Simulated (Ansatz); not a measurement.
# Hf2O3: energy above lowest point and pressure against volume per atom

Results calculated with Ansatz 0.2.0 development build, not measured. Equation of state of a cubic crystal from periodic Kohn-Sham density functional theory without spin; pressure corrected for the finite basis.

Cell of the first row (space group Pn-3m, No. 224):
```
cell vectors (Å)
   4.9416     0.0000     0.0000
   0.0000     4.9416     0.0000
   0.0000     0.0000     4.9416
atoms (fractions of the cell vectors)
Hf  0.25000  0.25000  0.25000
Hf  0.75000  0.75000  0.25000
Hf  0.75000  0.25000  0.75000
Hf  0.25000  0.75000  0.75000
O   0.50000  0.00000  0.00000
O   0.00000  0.50000  0.00000
O   0.00000  0.00000  0.50000
O   0.50000  0.50000  0.00000
O   0.50000  0.00000  0.50000
O   0.00000  0.50000  0.50000
```

Settings of every row: formula Hf2O3; structure type cubic X2O3; functional PBE; spin treatment none; k mesh 22x22x22; occupation method fermi-dirac; occupation width 0.061225619 eV; wave cutoff 420 eV; datasets soft-1 PAW; density cutoff ratio 4.

Limits: a cubic model structure, not a phase known at ambient conditions; no spin-orbit coupling, which can matter with elements this heavy.

| row | volume per atom (Å³) | energy above lowest point (meV/atom) | pressure (GPa) |
| --- | --- | --- | --- |
| 1 | 12.067 | 33.32 | 14.614 |
| 2 | 12.324 | 14.29 | 9.225 |
| 3 | 12.58 | 3.46 | 4.378 |
| 4 | 12.837 | 0 | 0.013 |
| 5 | 13.094 | ? | ? |
| 6 | 13.351 | 12.34 | -7.455 |
| 7 | 13.607 | 26.88 | -10.639 |

Question: what energy above lowest point and pressure should row 5 give?

Worked fit of energy above lowest point. Take u = (V_r/V)^(2/3) − 1 with V_r = 12.709 Å³ an atom, which is twice the finite (Eulerian) strain; such expansions in the strain, on which the Birch-Murnaghan equation of state is built, carry the rest volume and the bulk modulus. The shown rows have u = 0.03516, 0.02072, 0.00682, -0.00666, -0.03232, -0.0445. Least squares give energy above lowest point = 0.849 + 255.07 × u + 18952.2 × u² + 1705 × u³ meV/atom; a parabola predicts inner rows, each left out in turn, worse (root mean square 0.036 against 0.016 meV/atom). The rows lie off it by 0.00, 0.00, -0.01, 0.01, 0.00, 0.00. Its lowest point lies at u = -0.0067, or V = 12.84 Å³ an atom, and the curvature there gives the bulk modulus at fixed shape and fractions, B = (4/9)(1 + u)² E″(u)/V = 207 GPa. The withheld row has u = -0.0197, so the fit gives 0.849 + 255.07 × (-0.0197) + 18952.2 × (-0.0197)² + 1705 × (-0.0197)³ = 3.17 meV/atom.

The calculation gave 3.18 meV/atom. The fit lies 0.01 meV/atom (0.03 % of the column's range) below it, one unit of the last digit.

Worked fit of pressure. Take u = (V_r/V)^(2/3) − 1 with V_r = 12.709 Å³ an atom, which is twice the finite (Eulerian) strain; such expansions in the strain, on which the Birch-Murnaghan equation of state is built, carry the rest volume and the bulk modulus. The shown rows have u = 0.03516, 0.02072, 0.00682, -0.00666, -0.03232, -0.0445. Least squares give pressure = 2.1332 + 323.824 × u + 861.21 × u² + 747 × u³ GPa; a parabola predicts inner rows, each left out in turn, worse (root mean square 0.015 against 0.0087 GPa). The rows lie off it by -0.002, 0.006, -0.004, -0.002, 0.003, -0.002 (root mean square 0.0035 GPa). The pressure vanishes at u = -0.0067, or V = 12.84 Å³ an atom, and there the bulk modulus at fixed shape and fractions is B = −V dP/dV = (2/3)(1 + u) dP/du = 207 GPa. The withheld row has u = -0.0197, so the fit gives 2.1332 + 323.824 × (-0.0197) + 861.21 × (-0.0197)² + 747 × (-0.0197)³ = -3.918 GPa.

The calculation gave -3.917 GPa. The fit lies 0.001 GPa (0.004 % of the column's range) below it, one unit of the last digit.
